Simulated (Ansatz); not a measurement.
## A series in volume scale on GaP

Results calculated with Ansatz 0.2.0, not measured. Free energy against uniform scaling of the volume at fixed shape and fractions; periodic cell, basis, potentials, k mesh and filling as listed.

The cell before it is scaled or strained (space group F-43m, No. 216):
```
CELL_PARAMETERS angstrom
0.00000 2.72520 2.72520
2.72520 0.00000 2.72520
2.72520 2.72520 0.00000
ATOMIC_POSITIONS crystal
Ga 0.00000 0.00000 0.00000
P 0.25000 0.25000 0.25000
```

Settings of every row: functional r2SCAN; dispersion none; potentials PAW; wave cutoff 653.07 eV; density cutoff 2612.3 eV; k mesh 6x6x6; k shift 0x0x0; occupations fixed; smearing width 0 eV; spin none.

| row | volume scale | V (Å³/atom) | energy above lowest point (meV/atom) |
| --- | --- | --- | --- |
| 1 | 0.92 | 18.62 | 42.1 |
| 2 | 0.9467 | 19.161 | 18 |
| 3 | 0.9733 | 19.699 | ? |
| 4 | 1 | 20.239 | 0 |
| 5 | 1.0267 | 20.78 | 3.6 |
| 6 | 1.0533 | 21.318 | 14 |
| 7 | 1.08 | 21.858 | 30.4 |

Question: what energy above lowest point should row 3 give?

Worked fit of energy above lowest point. Take u = (V_r/V)^(2/3) − 1 with V_r = 20.51 Å³ an atom, which is twice the finite (Eulerian) strain; such expansions in the strain, on which the Birch-Murnaghan equation of state is built, carry the rest volume and the bulk modulus. The shown rows have u = 0.06657, 0.0464, 0.00891, -0.00868, -0.02543, -0.04155. Least squares give energy above lowest point = 0.87 − 200.8 × u + 12311 × u² meV/atom; a straight line predicts inner rows, each left out in turn, worse (root mean square 14 against 0.095 meV/atom). The rows lie off it by 0.0, -0.1, -0.1, 0.1, 0.1, -0.1. Its lowest point lies at u = 0.0082, or V = 20.26 Å³ an atom, and the curvature there gives the bulk modulus at fixed shape and fractions, B = (4/9)(1 + u)² E″(u)/V = 87.9 GPa. The withheld row has u = 0.02726, so the fit gives 0.87 − 200.8 × (0.02726) + 12311 × (0.02726)² = 4.5 meV/atom.

The calculation gave 4.4 meV/atom. The fit lies 0.1 meV/atom (2.3 % of the value, 0.24 % of the column's range) above it, one unit of the last digit.
